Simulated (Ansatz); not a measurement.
## Ge: energy along a strain

Ge, Cmmm, a = 2.794 Å, b = 5.201 Å, c = 2.698 Å (as given, not relaxed at this level: -4.1 GPa). This isn't the element's structure at ambient conditions. Ansatz: PBEsol, PAW, 420 eV, Γ-centred 20×20×18 mesh on 1 atom, Gaussian smearing 0.15 eV; no spin polarisation. Cell vectors (Å): 1.397 -2.601 0.000; 1.397 2.601 0.000; 0.000 0.000 2.698. The cell is strained by x per cent times the pattern (0 1 0 0 0 0) in the order xx yy zz yz xz xy (engineering shears), with fractional coordinates held. y is the free energy over the start, V0 = 19.607 Å³/atom.

```tsv
x (%)	y (meV/atom)
-2.00	?
-1.50	-7.53
-1.00	-5.35
0.00	0.00
0.50	3.14
1.00	6.57
1.50	10.26
2.00	14.21
```

Q: Fit y = c1 x + c2 x² + c3 x³ to the other rows, get the stiffness along the pattern, and predict the missing energy.

A: Least squares on the rows shown. y = 5.982 x + 0.6074 x² − 0.02309 x³. The clamped-ion stiffness p·C·p = 2 × 6.074 eV × 160.2 / 19.607 Å³ = 99 GPa, which is C22 in these axes (second derivative at the start, which stands under stress). At x = -2.00 the fit asked for gives -9.35 meV/atom. The run gave -9.36 meV/atom, so the fit is 0.01 meV/atom too high, a small miss on the scale of the series.

The energy falls steadily as the cell is shortened along b and rises as it is stretched, so the starting geometry is under tension along this axis and no minimum lies within the sampled range. Shortening b brings the atoms in neighbouring rows closer together and moves the cell towards the ideal simple-hexagonal proportions, a packing known for compressed, metallic Ge. The gain therefore probably reflects better bonding between rows that are held too far apart. The negative cubic term is ordinary anharmonicity: repulsion stiffens the lattice on compression, while the bonding weakens on extension. The close prediction at -2.00 % shows that a cubic is adequate slightly beyond the fitted points, not that it would locate a distant minimum. With one atom per primitive cell there is no internal displacement to relax, so the clamped-ion value of 99 GPa already includes the full ionic response to this homogeneous strain. Positive curvature along one axis doesn't establish mechanical stability, which also depends on the shears and the coupling between axes.
